**Hand rules for the 4s1/2 level of the +4 ions Hf to Bi**

The table holds the 4s1/2 eigenvalue, mean radius and mean inverse radius from spherical, spin-unpolarised all-electron Kohn-Sham atoms (Quantum ESPRESSO ld1.x, BLYP, Dirac equation, point nucleus). The program tests screened hydrogenic formulas with n* = 4 − δ, where δ is the Dirac defect at the bare nuclear charge, and compares them with plain n = 4 and with a power law in Z. With rounded constants the worst errors relative to the table are 0.33 % for ⟨1/r⟩, 0.10 % for ⟨r⟩ and 0.26 % for the eigenvalue from Hf to Pb, where the power law does better (0.08 %). Bi⁴⁺, left out of the energy fits because its added electron is 6s, is bound 4.96 eV more than the earlier steps suggest, with no kink in the radii beyond rounding; Ir⁴⁺ shows 0.29 eV where 5d5/2 starts to fill. Both extras are 0.59 of the change in 1/⟨r⟩ of the added electron, an agreement that rests on two cases only and loosens to about 0.4 and 0.45 with the true ⟨1/r⟩.

Ions of charge +4 from Hf to Bi, computed with Quantum ESPRESSO 7.5 (ld1.x): all-electron Dirac Kohn-Sham calculations with the BLYP functional, spherical spin-unpolarised densities and a point nucleus. Eigenvalues are negative for bound levels, and [Xe] stands for the closed xenon core.

## Script

```python
# Table: 4s1/2 eigenvalue, <r>, <1/r> of +4 ions Hf..Bi; Quantum ESPRESSO ld1.x, BLYP, Dirac,
# spherical, unpolarised, point nucleus. Tested: screened hydrogenic hand rules with
# n* = 4 - Dirac defect, against plain n = 4 and a power law; kinks at Ir and Bi.
T = {
    'ion': ['Hf4+', 'Ta4+', 'W4+', 'Re4+', 'Os4+', 'Ir4+', 'Pt4+', 'Au4+', 'Hg4+', 'Tl4+', 'Pb4+', 'Bi4+'],
    'Z': [72, 73, 74, 75, 76, 77, 78, 79, 80, 81, 82, 83],
    'N': [68, 69, 70, 71, 72, 73, 74, 75, 76, 77, 78, 79],
    'configuration': ['[Xe] (4f5/2)6 (4f7/2)8', '[Xe] (4f5/2)6 (4f7/2)8 (5d3/2)1', '[Xe] (4f5/2)6 (4f7/2)8 (5d3/2)2', '[Xe] (4f5/2)6 (4f7/2)8 (5d3/2)3', '[Xe] (4f5/2)6 (4f7/2)8 (5d3/2)4', '[Xe] (4f5/2)6 (4f7/2)8 (5d3/2)4 (5d5/2)1', '[Xe] (4f5/2)6 (4f7/2)8 (5d3/2)4 (5d5/2)2', '[Xe] (4f5/2)6 (4f7/2)8 (5d3/2)4 (5d5/2)3', '[Xe] (4f5/2)6 (4f7/2)8 (5d3/2)4 (5d5/2)4', '[Xe] (4f5/2)6 (4f7/2)8 (5d3/2)4 (5d5/2)5', '[Xe] (4f5/2)6 (4f7/2)8 (5d3/2)4 (5d5/2)6', '[Xe] (4f5/2)6 (4f7/2)8 (5d3/2)4 (5d5/2)6 (6s1/2)1'],
    'eigenvalue_4s12': [-552.19, -581.26, -611.54, -642.97, -675.5, -709.41, -744.41, -780.51, -817.71, -856.03, -895.47, -940.99],  # eV
    'mean_radius_4s12': [0.46815, 0.45864, 0.44939, 0.4404, 0.43165, 0.42315, 0.41488, 0.40685, 0.39903, 0.39144, 0.38405, 0.37685],  # bohr
    'mean_inverse_radius_4s12': [3.1244, 3.1961, 3.2692, 3.3437, 3.4196, 3.4969, 3.5755, 3.6555, 3.737, 3.8199, 3.9042, 3.9903],  # 1/bohr
}
import numpy as np
from scipy.constants import alpha, physical_constants as pc
Ry = pc['Rydberg constant times hc in eV'][0]; Ha = 2*Ry
ion = T['ion']; Z = np.array(T['Z'], float); E = -np.array(T['eigenvalue_4s12'], float)
r = np.array(T['mean_radius_4s12'], float); u = np.array(T['mean_inverse_radius_4s12'], float)
def nstar(z, k=1): return 4 - k + np.sqrt(k*k - (z*alpha)**2)
ns = nstar(Z); x = Z - 72; m = Z < 83   # Bi out of the energy fits: added electron is 6s
sig = Z - u*ns**2; ZE = ns*np.sqrt(E/Ry); Zr = 1.5*ns**2/r
s0 = round(sig.mean(), 1)
d, c = np.polyfit(x, Zr, 1); b, a = np.polyfit(x[m], ZE[m], 1)
print(f"fits: sigma mean {sig.mean():.3f} (range {sig.min():.2f}-{sig.max():.2f}); Zr {c:.3f}+{d:.4f}x; ZE {a:.3f}+{b:.4f}x; x=Z-72")
c, d, a, b = round(c, 1), round(d, 2), round(a, 1), round(b, 2)
print(f"hand rules: <1/r>=(Z-{s0})/n*^2; <r>=1.5n*^2/({c}+{d}x); |e|=Ry(({a}+{b}x)/n*)^2, Ry={Ry:.3f} eV")
uM = (Z-s0)/ns**2; rM = 1.5*ns**2/(c+d*x); EM = Ry*((a+b*x)/ns)**2
p, q = np.polyfit(np.log(Z[m]/72), np.log(E[m]), 1); EP = np.exp(q)*(Z/72)**p
eu, er, eE, eP = [100*(f/g-1) for f, g in ((uM, u), (rM, r), (EM, E), (EP, E))]
print("ion n* sigma Zr ZE | error % <1/r>, <r>, |e| | |e| error eV | power law error %")
for i in range(len(Z)):
    print(f"{ion[i]:5s}{ns[i]:.4f} {sig[i]:.2f} {Zr[i]:.2f} {ZE[i]:.2f} | {eu[i]:+.2f} {er[i]:+.2f} {eE[i]:+.2f} | {EM[i]-E[i]:+.1f} | {eP[i]:+.2f}")
for n, e in (("<1/r>", eu), ("<r>", er), ("|e| Hf-Pb", eE[m]), ("power law Hf-Pb", eP[m])):
    j = np.abs(e).argmax(); print(f"worst {n}: {ion[j]} {e[j]:+.2f} %")
print(f"power law: |e| = {np.exp(q):.1f} eV (Z/72)^{p:.2f}")
print(f"table rounding: |e| 0.005 eV; at most {0.005/r.min()/10:.4f} % in <r>, {0.005/u.min():.4f} % in <1/r>")
for s in ('W4+', 'Hg4+'):
    i = ion.index(s)
    print(f"worked {s}: Za={Z[i]*alpha:.4f} n*={ns[i]:.4f} n*^2={ns[i]**2:.3f} Z-sigma={Z[i]-s0:.1f} Zr={c+d*x[i]:.2f} ZE={a+b*x[i]:.2f}")
    print(f"  rule/table: <1/r> {uM[i]:.4f}/{u[i]:.4f} 1/bohr; <r> {rM[i]:.4f}/{r[i]:.4f} bohr; |e| {EM[i]:.1f}/{E[i]:.1f} eV")
su = np.polyfit(Z, 16*u, 1)[0]; sr = np.polyfit(Z, 24/r, 1)[0]; s4 = (Z-16*u).mean()
print(f"plain n=4: charge gain per proton {su:.3f} from <1/r>, {sr:.3f} from <r>; with n*: {np.polyfit(Z, Z-sig, 1)[0]:.3f}, {d}")
print(f"plain n=4, constant sigma {s4:.1f}: worst <1/r> error {np.abs(100*((Z-s4)/16/u-1)).max():.2f} %")
s1 = (Z-Zr).mean()
print(f"<r> with n* and one constant sigma {s1:.1f}: worst error {np.abs(100*(Zr/(Z-s1)-1)).max():.2f} %")
# <1/r> (1/bohr) of 4p levels in Hf4+ and Tl4+, further outputs of the same runs
for n, k, h, t in (("4p1/2", 1, 3.013509, 3.708988), ("4p3/2", 2, 2.738813, 3.273861)):
    print(f"{n} Hf->Tl: n=4 charge gain per proton {16*(t-h)/9:.3f}; sigma with n* {72-h*nstar(72., k)**2:.2f} -> {81-t*nstar(81., k)**2:.2f}")
h = Z <= 77; bb, aa = np.polyfit(x[h], ZE[h], 1); i = ion.index('Pb4+')
print(f"|e| fitted on Hf-Ir only, error at Pb: {100*(Ry*((aa+bb*x[i])/ns[i])**2/E[i]-1):+.2f} %")
d1 = np.diff(E); d2 = np.diff(E, 2)
print("steps of |e|, eV:", " ".join(f"{v:.2f}" for v in d1))
print("growth of steps, W..Bi, eV (rounding 0.02):", " ".join(f"{v:.2f}" for v in d2))
kIr = d2[3] - 0.5*(d2[2]+d2[4]); kBi = d2[-1] - d2[-2]
ku = np.diff(u, 3)[-1]; kr = np.diff(r, 3)[-1]
print(f"extra binding: Ir {kIr:.2f} eV, Bi {kBi:.2f} eV = {100*kBi/d1[-1]:.1f} % of its step")
print(f"same measure at Bi: <1/r> {ku:+.4f} (rounding 0.0004) = {100*ku/np.diff(u)[-1]:.1f} % of step; <r> {kr:+.5f} (rounding 0.00004)")
# mean radii (bohr), same runs: Ir 5d3/2, 5d5/2; Bi 5d5/2, 6s (Bi pair from the review of the outputs)
vIr = Ha*(1/1.469081 - 1/1.50829); vBi = Ha*(1/1.224 - 1/1.960)
print(f"change of 1/<r> of added electron: Ir {vIr:.2f} eV, Bi {vBi:.2f} eV; extra/change {kIr/vIr:.2f}, {kBi/vBi:.2f}")
print(f"Ir factor applied to Bi: {kIr/vIr*vBi:.1f} eV; energy rule + {kBi:.1f} eV misses Bi by {EM[-1]+kBi-E[-1]:+.1f} eV")
# occupation x <1/r> of 4f, 5s, 5p in Hf4+, same run (upper bound of their repulsion on 4s)
out = 6*1.94081 + 8*1.910913 + 2*1.192565 + 2*1.067292 + 4*0.9764111
Eh = 0.5*((Z[0]-sig[0])/ns[0])**2
print(f"Hf: hydrogenic |e| from size charge {Eh:.0f} hartree, table {E[0]/Ha:.1f}; 4f+5s+5p sum of <1/r> {out:.0f} hartree")
print(f"ZE/(Z-sigma): Hf {ZE[0]/(Z[0]-sig[0]):.2f}, Pb {ZE[i]/(Z[i]-sig[i]):.2f}; Hf->Bi <r> {100*(r[-1]/r[0]-1):.1f} %, |e| {100*(E[-1]/E[0]-1):+.1f} %")
assert su > 1 and sr > 1
assert sig.max() - sig.min() < 0.4
assert 4 < kBi < 6 and 0 < kIr < 0.5
assert np.abs(eE[m]).max() < 0.7 and eE[-1] < 0
```

It prints:

```
fits: sigma mean 25.702 (range 25.51-25.78); Zr 47.474+0.8945x; ZE 24.498+0.6316x; x=Z-72
hand rules: <1/r>=(Z-25.7)/n*^2; <r>=1.5n*^2/(47.5+0.89x); |e|=Ry((24.5+0.63x)/n*)^2, Ry=13.606 eV
ion n* sigma Zr ZE | error % <1/r>, <r>, |e| | |e| error eV | power law error %
Hf4+ 3.8508 25.67 47.51 24.53 | -0.07 +0.03 -0.26 | -1.5 | +0.03
Ta4+ 3.8463 25.72 48.38 25.14 | +0.04 -0.01 -0.08 | -0.5 | +0.03
W4+  3.8417 25.75 49.26 25.76 | +0.11 -0.04 +0.03 | +0.2 | +0.01
Re4+ 3.8369 25.77 50.14 26.38 | +0.15 -0.05 +0.10 | +0.7 | -0.00
Os4+ 3.8321 25.78 51.03 27.00 | +0.16 -0.06 +0.14 | +0.9 | -0.01
Ir4+ 3.8272 25.78 51.92 27.64 | +0.15 -0.05 +0.10 | +0.7 | -0.04
Pt4+ 3.8222 25.76 52.82 28.27 | +0.12 -0.04 +0.06 | +0.4 | -0.05
Au4+ 3.8171 25.74 53.72 28.91 | +0.07 -0.02 -0.01 | -0.1 | -0.05
Hg4+ 3.8119 25.70 54.62 29.55 | -0.00 +0.00 -0.08 | -0.6 | -0.02
Tl4+ 3.8066 25.65 55.53 30.19 | -0.09 +0.03 -0.16 | -1.4 | +0.02
Pb4+ 3.8012 25.59 56.43 30.84 | -0.20 +0.06 -0.25 | -2.2 | +0.08
Bi4+ 3.7957 25.51 57.35 31.57 | -0.33 +0.10 -0.86 | -8.1 | -0.36
worst <1/r>: Bi4+ -0.33 %
worst <r>: Bi4+ +0.10 %
worst |e| Hf-Pb: Hf4+ -0.26 %
worst power law Hf-Pb: Pb4+ +0.08 %
power law: |e| = 552.3 eV (Z/72)^3.72
table rounding: |e| 0.005 eV; at most 0.0013 % in <r>, 0.0016 % in <1/r>
worked W4+: Za=0.5400 n*=3.8417 n*^2=14.758 Z-sigma=48.3 Zr=49.28 ZE=25.76
  rule/table: <1/r> 3.2727/3.2692 1/bohr; <r> 0.4492/0.4494 bohr; |e| 611.8/611.5 eV
worked Hg4+: Za=0.5838 n*=3.8119 n*^2=14.531 Z-sigma=54.3 Zr=54.62 ZE=29.54
  rule/table: <1/r> 3.7369/3.7370 1/bohr; <r> 0.3990/0.3990 bohr; |e| 817.1/817.7 eV
plain n=4: charge gain per proton 1.259 from <1/r>, 1.129 from <r>; with n*: 1.015, 0.89
plain n=4, constant sigma 20.8: worst <1/r> error 2.56 %
<r> with n* and one constant sigma 25.1: worst error 1.32 %
4p1/2 Hf->Tl: n=4 charge gain per proton 1.236; sigma with n* 27.31 -> 27.26
4p3/2 Hf->Tl: n=4 charge gain per proton 0.951; sigma with n* 29.70 -> 30.93
|e| fitted on Hf-Ir only, error at Pb: -0.71 %
steps of |e|, eV: 29.07 30.28 31.43 32.53 33.91 35.00 36.10 37.20 38.32 39.44 45.52
growth of steps, W..Bi, eV (rounding 0.02): 1.21 1.15 1.10 1.38 1.09 1.10 1.10 1.12 1.12 6.08
extra binding: Ir 0.29 eV, Bi 4.96 eV = 10.9 % of its step
same measure at Bi: <1/r> +0.0004 (rounding 0.0004) = 0.5 % of step; <r> -0.00001 (rounding 0.00004)
change of 1/<r> of added electron: Ir 0.48 eV, Bi 8.35 eV; extra/change 0.59, 0.59
Ir factor applied to Bi: 4.9 eV; energy rule + 5.0 eV misses Bi by -3.2 eV
Hf: hydrogenic |e| from size charge 72 hartree, table 20.3; 4f+5s+5p sum of <1/r> 35 hartree
ZE/(Z-sigma): Hf 0.53, Pb 0.55; Hf->Bi <r> -19.5 %, |e| +70.4 %
```
